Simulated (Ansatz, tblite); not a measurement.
# Group exchange: C4H10 + C2H9NSi → C3H10Si + C3H9N

Species: C4H10 (isobutane) `CC(C)C`, singlet; C2H9NSi `CN(C)[SiH3]`, singlet; C3H10Si `CC(C)[SiH3]`, singlet; C3H9N `CN(C)C`, singlet. The partners trade CH3 for SiH3: C–CH3 and N–SiH3 bonds give way to C–SiH3 and N–CH3.

Shapes, held fixed at every level: PBE0-D4/def2-TZVP. Programs: Ansatz 0.2.0, tblite 0.8.0. The zero-point and thermal change to 298 K, harmonic and unscaled (PBE0-D4/def2-TZVP), is -1.4 kJ/mol.

```csv
level,kind,ΔH(298 K) (kJ/mol),less CCSD(T)/CBS estimate
GFN1-xTB,semi-empirical,+140.7,+63.8
B3LYP-D4/def2-TZVPP,global hybrid,+76.3,-0.6
BHLYP-D4/def2-TZVPP,global hybrid,+80.8,+3.9
PBE0-D4/def2-TZVPP,global hybrid,+71.9,-5.0
r2SCAN0-D4/def2-TZVPP,global hybrid,+76.4,-0.5
wB97M-V/def2-TZVPP,range-separated hybrid,+75.7,-1.2
CCSD(T)/def2-SVP,coupled cluster or CI,+72.4,-4.5
CCSD/def2-TZVPP,coupled cluster or CI,+77.8,+0.9
CCSD(T)/CBS estimate,coupled cluster or CI,+76.9,0.0
```

The highest level, CCSD(T)/CBS estimate, gives ΔH(298 K) = +76.9 kJ/mol; the levels span +71.9 to +140.7. GFN1-xTB strays far from the other rows. The column of differences is taken from that level and isn't an error. No measured value is set beside it here. The CBS estimate extrapolates MP2 from def2-TZVPP and def2-QZVPP and adds CCSD(T) − MP2 in the triple-zeta set, cores frozen.

The exchange is clearly endothermic at every level: silyl prefers nitrogen to carbon when methyl is the group traded, by +76.9 kJ/mol at the highest level. The main reason is the electronegativity gap. Silicon is more electropositive than carbon, so Si–N gains far more from bond polarity than Si–C does, and the C–N bond formed in trimethylamine doesn't make up for its loss. Donation of the nitrogen lone pair into σ* orbitals on the silyl group probably adds to the stability of the silylamine; isopropylsilane has no such lone pair. The thermal term of -1.4 kJ/mol is minor, as expected when the number of molecules and the broad bond count are conserved, so the preference is essentially electronic.

The hybrids and coupled-cluster rows agree on both sign and approximate size, whereas GFN1-xTB greatly exaggerates the cost, perhaps through an imbalance in its parametrised Si–N and Si–C bonding. The total reaction enthalpy alone can't divide the preference between bond polarity and lone-pair delocalisation.
